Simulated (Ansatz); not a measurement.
# Strength of the In–O bond: In(OH)3(OH2) → In(OH)3 + H2O

Species: In(OH)3(OH2), singlet; In(OH)3, singlet; H2O (water) `O`, singlet. 

Shapes, held fixed at every level: PBE0-D4/def2-TZVP. Flexible molecules stand in one conformer, not always the lowest. Programs: Ansatz 0.2.0. The zero-point and thermal change to 298 K, harmonic and unscaled (PBE0-D4/def2-TZVP), is -6.5 kJ/mol.

| level | kind | ΔH(298 K) (kJ/mol) | less CCSD(T)/def2-TZVPP |
| --- | --- | --- | --- |
| SPW92/def2-TZVPP | LDA | +84.3 | +21.6 |
| r2SCAN-D4/def2-TZVPP | meta-GGA | +67.0 | +4.3 |
| B3LYP-D4/def2-TZVPP | global hybrid | +57.5 | -5.2 |
| r2SCAN0-D4/def2-TZVPP | global hybrid | +68.8 | +6.1 |
| MP2/def2-SVP | perturbation theory | +86.6 | +23.9 |
| MP2/def2-TZVPP | perturbation theory | +63.8 | +1.1 |
| CCSD/def2-SVP | coupled cluster or CI | +82.9 | +20.2 |
| CCSD(T)/def2-TZVPP | coupled cluster or CI | +62.7 | 0.0 |

The highest level, CCSD(T)/def2-TZVPP, gives ΔH(298 K) = +62.7 kJ/mol; the levels span +57.5 to +86.6. Both fragments are taken as closed shells, so no electrons are unpaired. The column of differences is taken from that level and isn't an error. No measured value is set beside it here. For atoms past krypton def2 sets carry core potentials with scalar relativity. Outer-core shells of In are correlated in most correlated rows, in sets that cover them unevenly.

Loss of water costs +62.7 kJ/mol at the highest level, a substantial dative bond. The water lone pair donates into the formally empty 5p orbital of In(III), with strong electrostatic attraction to the polar metal centre. Hydrogen bonding between water and a neighbouring hydroxide may add to the binding, so the enthalpy is not necessarily a pure measure of the In–O contact.

The basis set matters more than the correlation treatment: MP2 falls from +86.6 to +63.8 kJ/mol between the double- and triple-zeta sets, probably in large part because superposition error shrinks. The high CCSD value therefore mainly reflects its small basis and says little about the effect of triples. LDA shows its familiar overbinding. Exact exchange barely changes the r2SCAN result, and raises it, so the lower B3LYP value probably stems from other parts of that functional. The results describe removal of a neutral ligand from an isolated molecule, not the strength of a covalent In–OH bond or water exchange in solution.
